**Question**

I am comparing the bands of a layered tin–lead oxide at two levels of theory, PBE (the cheaper) and PBE0 (the costlier). In the table v1 is the highest filled band and v2 the next one down; c1 is the lowest empty band and c2 the next one up. Each level of theory counts energies from its own valence top.

SnPb3O4 (litharge-type cell of 8 atoms, space group Pmm2), computed with Ansatz 0.2.0 using plane-wave PAW, a 420 eV cutoff and no spin polarisation, at the r2SCAN+rVV10 geometry. The cheaper level is PBE (6×4×6 k mesh), the costlier PBE0 (4×2×4). Energies are counted from each level's own valence top; v1 is the highest filled band and c1 the lowest empty one.

| point name | band v2, cheaper level (eV) | band v1, cheaper level (eV) | band c1, cheaper level (eV) | band c2, cheaper level (eV) | band v2, costlier level (eV) | band v1, costlier level (eV) | band c1, costlier level (eV) | band c2, costlier level (eV) |
| --- | --- | --- | --- | --- | --- | --- | --- | --- |
| Gamma | -2.046 | -0.051 | 2.210 | 3.153 | -2.405 | -0.016 | 3.697 | 4.636 |
| X | -1.458 | -1.369 | 0.781 | 0.795 | -2.060 | -1.526 | 2.026 | 2.042 |
| S | -1.791 | -1.429 | 2.010 | 2.046 | -2.298 | -1.668 | 3.344 | 3.386 |
| Y | -0.806 | -0.008 | 3.077 | 3.115 | -0.984 | -0.025 | 4.577 | 4.580 |
| Z | -1.495 | -0.980 | 1.678 | 2.793 | -1.915 | -1.215 | 3.113 | 4.221 |
| U | -1.460 | -0.850 | 2.775 | 2.795 | -1.913 | -1.060 | 4.188 | 4.247 |
| R | -1.918 | -0.968 | 2.968 | 2.973 | -2.364 | -1.158 | 4.411 | 4.431 |
| T | -1.455 | -0.879 | 1.816 | 1.959 | -1.876 | -1.093 | 3.123 | 3.280 |

1. Why does v1 never read zero, and where is the gap?
2. Does PBE0 raise the empty bands or lower the filled ones?
3. Why should exact exchange open the gap at all?
4. Can I take the PBE empty bands and add a constant?
5. Do the filled bands follow an equally simple rule?
6. Which digits can I trust?
7. What would half as much exact exchange do?

**Answer**

**1. Where is the gap?**

The valence top lies between Gamma and Y, about 70 % of the way to Y, so none of the named points sits on it. The lowest empty level is at X. Since zero is the valence top, the c1 entry at X is the gap itself: 0.781 eV in PBE and 2.026 eV in PBE0.

The gap is indirect: its two edges belong to different k points. Light alone lifts an electron almost vertically, at fixed k, and the smallest vertical separation found is the one at X, 3.55 eV in PBE0. Anyone who wants to know where strong absorption might begin should look at that value rather than at the gap.

**2. Which side moves?**

The table seems to say that the empty bands do most of the moving, but that comes from the choice of zero. Pinning the valence top to zero in both calculations hides any motion of the top itself. In the raw energies the valence edge falls by 0.79 eV and the conduction edge rises by 0.45 eV, provided that both runs share the same zero of potential. On that footing the filled side supplies the larger part of the opening.

A comparison that needs no common zero is the distance from v1 to c1 at one k point. It grows at all eight points, by 1.40 eV at X and by up to 1.67 eV at Z. Even the smallest of these increases exceeds that of the gap, because v1 at X also sinks relative to the valence top.

**3. Why does exact exchange open the gap?**

Think first of a single electron in a compact orbital. It should not repel its own charge cloud. Exact exchange cancels this self-repulsion completely, whereas PBE cancels it only in part and so leaves the filled level too high.

An empty orbital has no such self-repulsion to cancel. Exact exchange lowers it only as far as it overlaps with filled orbitals of the same spin. PBE, in contrast, applies one local potential to filled and empty states alike. PBE0 replaces a quarter of the PBE exchange by the exact form, so filled levels tend to go down and empty levels up.

In a crystal the states are spread out, but the filled ones can be recombined into localised orbitals, and the argument survives. This is the standard theory of the effect, and the opposite motion of the two raw edges fits it.

**4. Is a constant enough for the empty bands?**

It gets most of the way. The rise of c1 is 1.25 eV at X and 1.50 eV at Y, so a constant captures the bulk of the change but misses a spread of about a quarter of an electronvolt.

Theory suggests which way the remainder should go. High empty states oscillate rapidly in space, so their products with the filled orbitals largely average out. They gain little from exchange and should rise further than low-lying empty states. How far this holds for levels within about 3 eV of the valence top is not shown here, since a change in orbital make-up could give the same trend. The simplest rule with such a trend is a shift that is linear in the PBE energy $E$:

$$\Delta E \approx a + bE .$$

Fitted to the eight c1 levels, this gives $a=1.198$ eV and $b=0.091$. Take c2 at Z, which was not in the fit and lies well above c1. Its PBE energy is 2.793 eV, so

$$\Delta E \approx 1.198 + 0.091\times2.793 = 1.452\ \text{eV}.$$

The estimated PBE0 level is therefore $2.793+1.452=4.245$ eV, against a computed 4.221 eV.

The linear rule beats the constant only modestly: when each c1 level is predicted from the other seven, the typical miss falls from 0.10 to 0.07 eV. Energy is also not the whole story. In PBE, c1 at Z lies below c1 at S, yet it rises 0.10 eV more. The printed analysis below gives the remaining comparisons.

**5. Do the filled bands follow an equally simple rule?**

The top filled band does, but only roughly. Its zero is fixed by definition, so the natural rule is a single stretch factor, and a fit to the eight v1 levels gives 1.18. A level 1 eV below the top in PBE should thus lie about 1.2 eV below it in PBE0. The fit mainly tells two groups apart, though: Gamma and Y, which lie close to the top and barely move, and the six deeper points, which sink by about 0.2 eV. Within the deeper group the shift does not grow steadily with depth. At U it is 0.21 eV, but at X, half an electronvolt further down, only 0.16 eV. The factor thus summarises these levels without showing that the effect of exchange grows with depth.

The same factor fails for v2. That band sinks further than the factor predicts at every point except Gamma, and at X the prediction is 0.34 eV too high. A different factor for v2 would not cure this. At X, U and T the v2 levels agree within 0.005 eV in PBE, but PBE0 spreads them over 0.18 eV. Any smooth rule that knows only the PBE energy must keep them close together.

Something besides energy must therefore matter, and the likely candidate is the make-up of the orbitals. In oxides of divalent tin and lead, the upper filled bands mix oxygen 2p with the filled s shells of the metals, in proportions that change with k. A state concentrated on one kind of atom feels a different exchange from one spread over several. That this explains X in particular is a guess; projecting the bands at X onto atomic orbitals would test it.

The bands are also numbered by energy, not by character. At X, v1 and v2 are only 0.09 eV apart in PBE and 0.53 eV apart in PBE0. They may have changed places, so the shift of "v2" need not follow one and the same orbital.

**6. Which digits can be trusted?**

For the main conclusions, the first decimal is enough: the gap opens by more than 1 eV, and the shifts differ by tenths of an electronvolt. Differences of a few hundredths deserve no story. In PBE, v1 at Y lies 0.043 eV above v1 at Gamma; in PBE0 it lies 0.009 eV below. The two calculations used different k meshes, so this reversal may not be physical.

The PBE0 zero needs similar care. It is the highest filled level found on a coarse k mesh, at the named points and at the k point of the PBE valence top; no finer search was made. If the PBE0 top were higher elsewhere, every PBE0 entry would fall by the same amount, and so would the gap. The separations at fixed k would not change.

Agreement with a real sample is a harder demand. PBE0 uses the same quarter of exact exchange in every crystal, and it tends to overestimate the gap where the electrons screen charges well. Spin–orbit coupling is left out, and it matters for empty bands with lead 6p character. The crystal is also a hypothetical ordered arrangement of tin and lead. The table is therefore better evidence for what PBE0 changes than for the gap of a real material.

**7. What would half as much exact exchange do?**

Two limits are known. With no exact exchange the functional is PBE, and with a quarter it is PBE0. If the levels respond in proportion to the fraction, one eighth should put the gap halfway between the two:

$$\frac{0.781+2.026}{2}\approx1.4\ \text{eV}.$$

This is an interpolation, not a computed result. The orbitals readjust as the fraction changes, so the response need not be exactly proportional.

The same reasoning tells you what to expect of the band shapes. Less exact exchange should reduce both the opening and the stretching. Among the filled levels in the table, v2 at X moves most relative to the valence top, so it should also be the most sensitive to the chosen fraction. For such a level a correction based on energy alone is unsafe, and the costlier calculation is worth doing.

Numerical output:

```
Shifts PBE to PBE0 and separations c1-v1 at the same k point in eV:
    row  v2 shift  v1 shift  c1 shift  c2 shift  c1-v1 PBE  c1-v1 PBE0  growth
  Gamma    -0.359     0.035     1.487     1.483      2.261       3.713   1.452
      X    -0.602    -0.157     1.245     1.247       2.15       3.552   1.402
      S    -0.507    -0.239     1.334      1.34      3.439       5.012   1.573
      Y    -0.178    -0.017       1.5     1.465      3.085       4.602   1.517
      Z     -0.42    -0.235     1.435     1.428      2.658       4.328    1.67
      U    -0.453     -0.21     1.413     1.452      3.625       5.248   1.623
      R    -0.446     -0.19     1.443     1.458      3.936       5.569   1.633
      T    -0.421    -0.214     1.307     1.321      2.695       4.216   1.521
Raw valence edge, PBE0 less PBE (eV): -0.7939
Raw conduction edge, PBE0 less PBE (eV): 0.4518
PBE0 gap on the k mesh less gap with the named points (eV): 0.01572
Spread of the c1 shift over the points (eV): 0.255
Rigid shift of c1, leave-one-out rms (eV): 0.09704
fit of dc1 on 8 rows: constant 1.198 +/- 0.07, coefficient of point_c1 0.09103 +/- 0.031; rms 0.054, worst Gamma -0.0873, leave-one-out rms 0.0672
Linear shift from c1 carried to c2 at Gamma and Z, rms miss (eV): 0.01757
Rigid shift from c1 carried to c2 at Gamma and Z, rms miss (eV): 0.066
fit of level_v1 on 8 rows: coefficient of point_v1 1.183 +/- 0.02; rms 0.0506, worst X -0.0931, leave-one-out rms 0.0617
v1 left at its PBE energy, rms miss (eV): 0.1818
Stretch factor from v1 carried to v2, rms miss (eV): 0.1716
Same at X, prediction less PBE0 value (eV): 0.3357
Separation v1-v2 at X, PBE (eV): 0.089
Separation v1-v2 at X, PBE0 (eV): 0.534
Spread of v2 over X U T, PBE (eV): 0.005
Spread of v2 over X U T, PBE0 (eV): 0.184
v1 at Y less v1 at Gamma, PBE (eV): 0.043
v1 at Y less v1 at Gamma, PBE0 (eV): -0.009
```
